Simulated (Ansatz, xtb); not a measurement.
## Loss of H2: BH3(NH3) → BH2(NH2) + H2

Gas-phase species: BH3(NH3), singlet; BH2(NH2), singlet; H2 (hydrogen), singlet. This is a balance of energies; it says nothing on the path, which may need atoms to shift.

Shapes, held fixed at every level: PBE0-D4/def2-TZVP. Programs: Ansatz 0.2.0, xtb 6.7.1. The zero-point and thermal change to 298 K, harmonic and unscaled (PBE0-D4/def2-TZVP), is -24.0 kJ/mol.

Question: Estimate ΔH(298 K) of this reaction.

Answer: The highest level, CCSD(T)/CBS estimate, gives ΔH(298 K) = -23.3 kJ/mol; the levels span -43.6 to -9.0. The column of differences is taken from that level and isn't an error. No measured value is set beside it here. The CBS estimate extrapolates MP2 from def2-TZVPP and def2-QZVPP and adds CCSD(T) − MP2 in the triple-zeta set, cores frozen; for H2 it overshoots the exact energy by about 1 mEh.

| level | kind | ΔH(298 K) (kJ/mol) | less CCSD(T)/CBS estimate |
| --- | --- | --- | --- |
| GFN2-xTB | semi-empirical | -9.0 | +14.3 |
| HF/def2-TZVPP | Hartree–Fock | -43.6 | -20.3 |
| PBE0-D4/def2-TZVPP | global hybrid | -9.2 | +14.1 |
| wB97X-V/def2-TZVPP | range-separated hybrid | -17.9 | +5.4 |
| B2PLYP/def2-TZVPP | double hybrid | -28.6 | -5.3 |
| MP2/def2-SVP | perturbation theory | -16.5 | +6.8 |
| CCSD(T)/def2-TZVPP | coupled cluster or CI | -20.4 | +2.9 |
| CCSD/def2-TZVPP | coupled cluster or CI | -21.2 | +2.1 |
| CCSD(T)/CBS estimate | coupled cluster or CI | -23.3 | 0.0 |

Loss of H2 is exothermic at every level, but the electronic energy hardly drives it. The zero-point and thermal term of -24.0 kJ/mol accounts for essentially all of the best value, -23.3 kJ/mol, chiefly because stretching and bending modes of the B–H and N–H bonds disappear. Electronically, the cost of breaking those bonds is almost repaid by forming H–H and by turning a weak dative B–N bond into a stronger one, with the nitrogen lone pair donating into the empty boron p orbital. The sign of the small remainder isn't settled.

Hartree–Fock makes the reaction far too favourable, probably because it underbinds the dative bond of the reactant, which correlation strengthens. Triple excitations matter little: CCSD and CCSD(T) give -21.2 and -20.4 kJ/mol in the same basis. The result doesn't carry over directly to solid ammonia borane, where dihydrogen bonding holds the reactant together and aminoborane tends to oligomerise.
